Problem. Spontaneous strain of monoclinic BiVO₄ from its cell parameters

Statement

On cooling through a temperature that is typically near 528 K, scheelite-type BiVO₄ passes from the tetragonal space group I4₁/a (point group 4/m) to a monoclinic, ferroelastic phase (point group 2/m). The monoclinic cell is used in the I2/a setting with unique axis b, so that b is the former fourfold axis.

Monoclinic cell at room temperature, typical values rounded to the last digit shown:
a = 5.195 Å, b = 11.701 Å, c = 5.092 Å, β = 90.38°.

Reference cell, standing for the tetragonal phase extrapolated to room temperature and written on the same axes, assumed values:
a₀ = c₀ = 5.138 Å, b₀ = 11.670 Å; β₀ = 90° by symmetry.

Conventions. The Cartesian frame is right-handed with Y ∥ b, Z ∥ c and X ∥ a*, in the reference cell and in the deformed cell alike. Indices 1, 2, 3 denote X, Y, Z. The linear strain is e = ½(F + Fᵀ) − 1, where F is the deformation gradient; e₁₃ is the tensor component, half the engineering shear. Angles in the a–c plane are counted from +X towards +Z.

(a) Derive e_ij for a general monoclinic cell referred to a general monoclinic reference. [4 marks]
(b) Evaluate e_ij and the volume strain for BiVO₄. [3 marks]
(c) Find the principal strains and principal axes. [3 marks]
(d) Separate the symmetry-breaking part, give its scalar magnitude, and state what changes if a₀ = c₀ is replaced by (a + c)/2. [3 marks]
(e) Find the strain-compatible walls between the two domain states, the twinning shear and the relative lattice rotation. [3 marks]
(f) Repeat e₁₁ and e₁₃ in the C-centred cell a′ = a − c, b′ = b, c′ = c. [2 marks]
(g) Give the size of the terms that the linear strain neglects and decide how many figures the answers support. [4 marks]
(h) Apply the same formulas to thermal strain of the gate oxide HfO₂ in its monoclinic form. Typical room-temperature cell as reference: a₀ = 5.117 Å, b₀ = 5.175 Å, c₀ = 5.291 Å, β₀ = 99.22°. Assumed cell 500 K higher: a = 5.136 Å, b = 5.179 Å, c = 5.322 Å, β = 99.05°. Find the principal strains, their axes and the mean expansion coefficients. [3 marks]

Solution

All quantities are computed from the unrounded data. Strains are carried to 0.01×10⁻³ as working figures and are rounded in part (g).

(a) General formulas

In a monoclinic cell b is normal to a and c. The reciprocal vector a* is normal to b and c, so it lies in the a–c plane at right angles to c. The vector a makes the angle β with Z, hence

a = (a sin β, 0, a cos β), b = (0, b, 0), c = (0, 0, c),

and likewise for the reference cell with subscript 0. A homogeneous deformation leaves the fractional coordinates of lattice points unchanged, so F is fixed by F a₀ = a, F b₀ = b, F c₀ = c. Shifts of atoms inside the cell do not enter. The columns of F are the images of the unit vectors x̂, ŷ, ẑ. Two of them are immediate: F ŷ = (b/b₀) ŷ and F ẑ = (c/c₀) ẑ. For the third, write x̂ = (a₀ − a₀ cos β₀ ẑ)/(a₀ sin β₀), where the first a₀ in the bracket is the vector. By linearity, with a the deformed vector,

F x̂ = [a − a₀ cos β₀ (c/c₀) ẑ]/(a₀ sin β₀).

Its components give F₁₁ = a sin β/(a₀ sin β₀) and F₃₁ = a cos β/(a₀ sin β₀) − c cos β₀/(c₀ sin β₀), while F₁₃ = 0 because c stays on Z. Symmetrising and subtracting the unit matrix:

(1) e₁₁ = a sin β/(a₀ sin β₀) − 1
(2) e₂₂ = b/b₀ − 1
(3) e₃₃ = c/c₀ − 1
(4) e₁₃ = ½ [a cos β/(a₀ sin β₀) − c cos β₀/(c₀ sin β₀)]
e₁₂ = e₂₃ = 0.

Since a sin β is the spacing d₁₀₀, e₁₁ is the relative change of that spacing and not of the edge a. The antisymmetric part of F is a rotation about Y by ω ≈ ½(F₃₁ − F₁₃) = e₁₃, counted from X towards Z. It comes from holding c on Z and is no strain.

For the principal axes, Y is one of them by symmetry, with eigenvalue e₂₂. Along n = (cos φ, 0, sin φ) the extension is

e(φ) = e₁₁ cos²φ + 2e₁₃ sin φ cos φ + e₃₃ sin²φ = m + d cos 2φ + e₁₃ sin 2φ,

with m = ½(e₁₁ + e₃₃) and d = ½(e₁₁ − e₃₃). Setting de/dφ = 0 gives

(5) tan 2φ = 2e₁₃/(e₁₁ − e₃₃).

Equation (5) has two solutions 90° apart. With ρ = √(d² + e₁₃²), the axis of the larger principal strain m + ρ has cos 2φ = d/ρ and sin 2φ = e₁₃/ρ; the other axis carries m − ρ.

(b) Components for BiVO₄

sin β = 0.999978, cos β = −0.0066322
a sin β = 5.194886 Å, a cos β = −0.034454 Å

With sin β₀ = 1 and cos β₀ = 0 the second term of (4) vanishes.

e₁₁ = 5.194886 Å / 5.138 Å − 1 = +11.07×10⁻³
e₂₂ = 11.701 Å / 11.670 Å − 1 = +2.66×10⁻³
e₃₃ = 5.092 Å / 5.138 Å − 1 = −8.95×10⁻³
F₃₁ = −0.034454 Å / 5.138 Å = −6.71×10⁻³, so e₁₃ = −3.35×10⁻³

In Voigt notation e₅ = 2e₁₃ = −6.71×10⁻³. The sign is as expected: a positive shear closes the angle between the fibres along X and Z, and here the angle has opened from 90° to 90.38°.

The linear volume strain is the trace, e₁₁ + e₂₂ + e₃₃ = 4.78×10⁻³. The exact value follows from V = abc sin β = 309.52 Å³ and V₀ = a₀²b₀ = 308.08 Å³, namely V/V₀ − 1 = det F − 1 = 4.68×10⁻³. The trace is higher by 0.09×10⁻³, or 2.0 per cent of the exact value, mostly through the neglected product e₁₁e₃₃, which is negative.

(c) Principal strains and axes

m = +1.06×10⁻³, d = +10.01×10⁻³, ρ = √(d² + e₁₃²) = 10.56×10⁻³.

For a tetragonal reference the length a₀ cancels in (5):

tan 2φ = a cos β/(a sin β − c) = −0.034454 Å / 0.102886 Å = −0.3349.

Here d > 0 and e₁₃ < 0, so cos 2φ > 0 and sin 2φ < 0 on the axis of largest extension: 2φ = −18.51°, φ = −9.26°. The principal strains are

ε₁ = m + ρ = +11.62×10⁻³ along φ = −9.26°
ε₂ = e₂₂ = +2.66×10⁻³ along b
ε₃ = m − ρ = −9.50×10⁻³ along φ + 90° = +80.74°

The axis of largest extension is turned from a towards −c, that is towards the longer diagonal a − c of the a–c face. The sign of φ belongs to the labelling: the equally valid cell (−a, −b, c) has β = 89.62°, reverses X and Y, and changes the sign of e₁₃ and of φ.

(d) Symmetry-breaking part

The fourfold rotation about Y sends X to Z and Z to −X (or the reverse). It interchanges e₁₁ and e₃₃ and reverses e₁₃. Therefore m and e₂₂ are invariant (representation A_g of 4/m), while d and e₁₃ both change sign (both B_g). In the X–Z block, rows separated by a semicolon,

e = m (1, 0; 0, 1) + (d, e₁₃; e₁₃, −d).

The second matrix is the symmetry-breaking spontaneous strain: a pure shear with principal values ±ρ = ±10.56×10⁻³ on the axes found in (c). Because d and e₁₃ belong to the same one-dimensional representation, symmetry does not fix their ratio, and φ is a material quantity that may vary with temperature. The scalar magnitude in Aizu's convention, the root of the sum of squares over all index pairs ij of the symmetry-breaking tensor, is

e_s = √(2d² + 2e₁₃²) = √2 ρ = 14.93×10⁻³.

For a₀ = c₀ and β₀ = 90° one has d = (a sin β − c)/(2a₀) and e₁₃ = a cos β/(2a₀), so the reference enters only as the common factor 1/a₀. Replacing 5.138 Å by (a + c)/2 = 5.1435 Å lowers d, e₁₃ and ρ by 0.11 per cent in magnitude, giving ρ = 10.55×10⁻³, and leaves φ untouched. By contrast m = (a sin β + c)/(2a₀) − 1 falls from +1.06×10⁻³ to −0.01×10⁻³. The symmetry-breaking strain is thus fixed by the monoclinic cell almost alone, whereas m, e₂₂ and the volume strain are set by the extrapolated reference.

(e) Domain walls

The lost fourfold axis relates two orientation states, with symmetry-breaking strains of opposite sign. Their difference is Δe = 2(d, e₁₃; e₁₃, −d) in the X–Z block and zero in all components with index 2. A stress-free planar wall requires every direction in the wall to be stretched equally on both sides, Δe_ij x_i x_j = 0 (Sapriel's condition). The coordinate y does not appear, so the walls contain b, and their traces at angle θ in the a–c plane obey

d cos 2θ + e₁₃ sin 2θ = ρ cos(2θ − 2φ) = 0, hence θ = φ ± 45°.

θ₁ = +35.74°, θ₂ = −54.26°.

The two walls are mutually perpendicular. Since a₀ = c₀, the first trace runs along [1, 0, p] with p = tan θ₁ = 0.720, and the second along [p, 0, −1]. The orientation depends on the ratio e₁₃/d and is in general irrational; such walls are called W′ walls. They would lie on the diagonals at ±45° only if e₁₃ were zero.

On axes t (along the trace) and n (wall normal), Δe has only the shear component, of magnitude 2ρ. Continuity of the displacement along the wall requires the jump of the displacement gradient to have the form s t nᵀ. Its symmetric part has the component s/2 and its antisymmetric part is a rotation by s/2. Hence the twinning shear is s = 4ρ = 42.2×10⁻³, and the two domains are rotated about b by 2ρ = 21.1×10⁻³ rad = 1.21° relative to the orientations that an exact 90° rotation would give them.

(f) The same strain from an oblique cell

The vector a′ = a − c has components (a sin β, 0, a cos β − c), so a′ sin β′ = 5.194886 Å and a′ cos β′ = −5.126454 Å, giving a′ = 7.29845 Å and β′ = 134.620°. The reference transforms in the same way: a₀′ = √2 a₀ = 7.26623 Å and β₀′ = 135°, so a₀′ sin β₀′ = 5.138 Å and cos β₀′/sin β₀′ = −1. Since c′ = c, the Cartesian frame is unchanged. Equation (1) returns e₁₁ = +11.07×10⁻³ at once. In (4),

first term: −5.126454 Å / 5.138 Å = −0.997753
second term: (c/c₀)(−1) = −0.991047
e₁₃ = ½[−0.997753 − (−0.991047)] = ½(−0.006706) = −3.35×10⁻³.

The agreement is exact, as it has to be: F depends on the lattice and on the frame, not on the cell chosen to describe the lattice. The second term of (4) removes the Z component that a′ would have without any shear. Omitting it would give e₁₃ = −0.499. Note also that the shear is now a small difference of two terms near unity, so a′ and β′ must be derived with enough digits.

(g) Neglected terms and supported figures

The rotation-free measure is the Lagrangian strain η = ½(FᵀF − 1). With the F of part (a),

η₁₁ = e₁₁ + ½(e₁₁² + F₃₁²) = +11.16×10⁻³
η₂₂ = e₂₂ + ½e₂₂² = +2.66×10⁻³
η₃₃ = e₃₃ + ½e₃₃² = −8.91×10⁻³
η₁₃ = e₁₃(1 + e₃₃) = −3.32×10⁻³

The differences η − e are 0.08×10⁻³, 0.04×10⁻³ and 0.03×10⁻³ for the components 11, 33 and 13. They are below one per cent of each of these components, but they matter more for the small invariant part: ½(η₁₁ + η₃₃) = 1.12×10⁻³ lies 6 per cent above m.

Equation (5) applied to η gives φ_L = −9.16°. The offset from the linear result can be stated exactly. In the X–Z block write F = R(ω) U, with R a rotation and U the symmetric stretch, U = μ 1 + σ S(φ_L), where S(φ) = (cos 2φ, sin 2φ; sin 2φ, −cos 2φ), μ is the mean and σ half the difference of the two principal stretches. Multiplying out gives R(ω) S(φ_L) = S(φ_L + ω/2), and the symmetric part of R(ω) is cos ω times the unit matrix. Therefore

½(F + Fᵀ) = μ cos ω 1 + σ S(φ_L + ω/2), tan ω = (F₃₁ − F₁₃)/(F₁₁ + F₃₃).

Three statements follow. First, ρ = σ: the linear ρ is exactly half the difference of the principal stretches. Second, the linear in-plane principal strains lie below the true stretches minus one only by μ(1 − cos ω) = 0.006×10⁻³. Third, φ = φ_L + ω/2. Here ω = −0.19° and ω/2 = −0.096°, which carries −9.16° into −9.26°. The linear axes lie midway between the principal axes in the reference crystal (φ_L) and those in the deformed crystal (φ_L + ω).

The exact wall condition uses FᵀF in place of e and gives θ₁ = φ_L + 45° = 35.84° on the reference axes, so p = 0.722 instead of 0.720.

The other common frame, X ∥ a and Z ∥ c*, differs by a rotation. For β₀ = 90° it gives e₁₁ = a/a₀ − 1 = 11.09×10⁻³, e₃₃ = c sin β/c₀ − 1 = −8.97×10⁻³, e₁₃ = c cos β/(2c₀) = −3.29×10⁻³ and φ = −9.07°. The two conventions share η and ρ, and their components differ only at second order.

The rounding of the data has a similar weight. Half a unit in the last digit of a length, 0.0005 Å, changes e₁₁ or e₃₃ by 0.10×10⁻³. A change of β by 0.005° changes e₁₃ by 0.04×10⁻³ and φ by 0.11°. Moving a up and c down by 0.0005 Å each changes φ by 0.08°. Strains are therefore supported to about 0.1×10⁻³ and angles to about 0.2°.

Answers for BiVO₄, values of this model:
e₁₁ = +11.1×10⁻³, e₂₂ = +2.7×10⁻³, e₃₃ = −9.0×10⁻³, e₁₃ = −3.4×10⁻³
ε₁ = +11.6×10⁻³ at φ ≈ −9.3°, ε₃ = −9.5×10⁻³ at right angles to it
ρ = 10.6×10⁻³, e_s = 14.9×10⁻³
walls containing b, with traces at about +35.7° and −54.3° from X, p ≈ 0.72.

The quantities ρ, e_s, φ and p follow from the typical monoclinic cell with hardly any influence of the reference, and they represent the material as far as that cell does. The quantities m, e₂₂ and V/V₀ − 1 rest on the assumed reference cell and may be off by their whole size: part (d) shows that a shift of a₀ by 0.0055 Å removes m altogether.

(h) Thermal strain of monoclinic HfO₂

Both cells are monoclinic, so no symmetry is broken and both terms of (4) contribute.

a₀ sin β₀ = 5.050890 Å, a sin β = 5.072064 Å, a cos β = −0.807874 Å
cos β₀/sin β₀ = −0.162323, c/c₀ = 1.005859

e₁₁ = 5.072064 Å / 5.050890 Å − 1 = +4.19×10⁻³
e₂₂ = 5.179 Å / 5.175 Å − 1 = +0.77×10⁻³
e₃₃ = +5.86×10⁻³
first term of (4): −0.807874 Å / 5.050890 Å = −0.159947
second term of (4): 1.005859 × (−0.162323) = −0.163274
e₁₃ = ½(0.003327) = +1.66×10⁻³

Then e₁₁ − e₃₃ = −1.67×10⁻³, m = 5.03×10⁻³, ρ = 1.86×10⁻³ and tan 2φ = −1.996. The principal value of the arctangent gives φ = −31.7°, but here d < 0 and e₁₃ > 0, so the axis of largest extension has cos 2φ < 0 and sin 2φ > 0: 2φ = 116.6°, φ = +58.3°. The angle −31.7° belongs to the smaller in-plane strain.

m + ρ = 6.89×10⁻³ along φ = +58.3°, which is 31.7° from c, inside the obtuse angle β
m − ρ = 3.16×10⁻³ along φ = −31.7°
e₂₂ = 0.77×10⁻³ along b

Division by 500 K gives the model's mean principal expansion coefficients 13.8×10⁻⁶ K⁻¹, 6.3×10⁻⁶ K⁻¹ and 1.5×10⁻⁶ K⁻¹, and from the trace a mean volume coefficient of 21.6×10⁻⁶ K⁻¹. The second-order term ½(m + ρ)² is 0.02×10⁻³, under half a per cent of the largest strain. The heated cell was chosen so as to reproduce the typical pattern of this oxide (small expansion along b, the largest edge expansion along c, β falling on heating), so these coefficients illustrate the method and predict nothing.

A control: the edge a₀ lies at φ = 90° − β₀ = −9.22°, where e(φ) = m + d cos 2φ + e₁₃ sin 2φ = 3.71×10⁻³. This matches a/a₀ − 1 = 3.71×10⁻³, as it should to first order, and differs clearly from e₁₁ = 4.19×10⁻³, which describes the spacing d₁₀₀.

Notes for marking

Writing e₁₁ = a/a₀ − 1 in the frame X ∥ a* changes the BiVO₄ value by only 0.02×10⁻³, because β is close to 90°, but it is wrong in principle and shifts the HfO₂ value by 0.48×10⁻³. Using the engineering shear e₅ in place of e₁₃ in (5) doubles tan 2φ. An angle from (5) earns full marks only if the candidate says which principal strain it belongs to and from which axis it is counted. The opposite sign of e₁₃ and φ is accepted only with the acute-angle cell stated explicitly.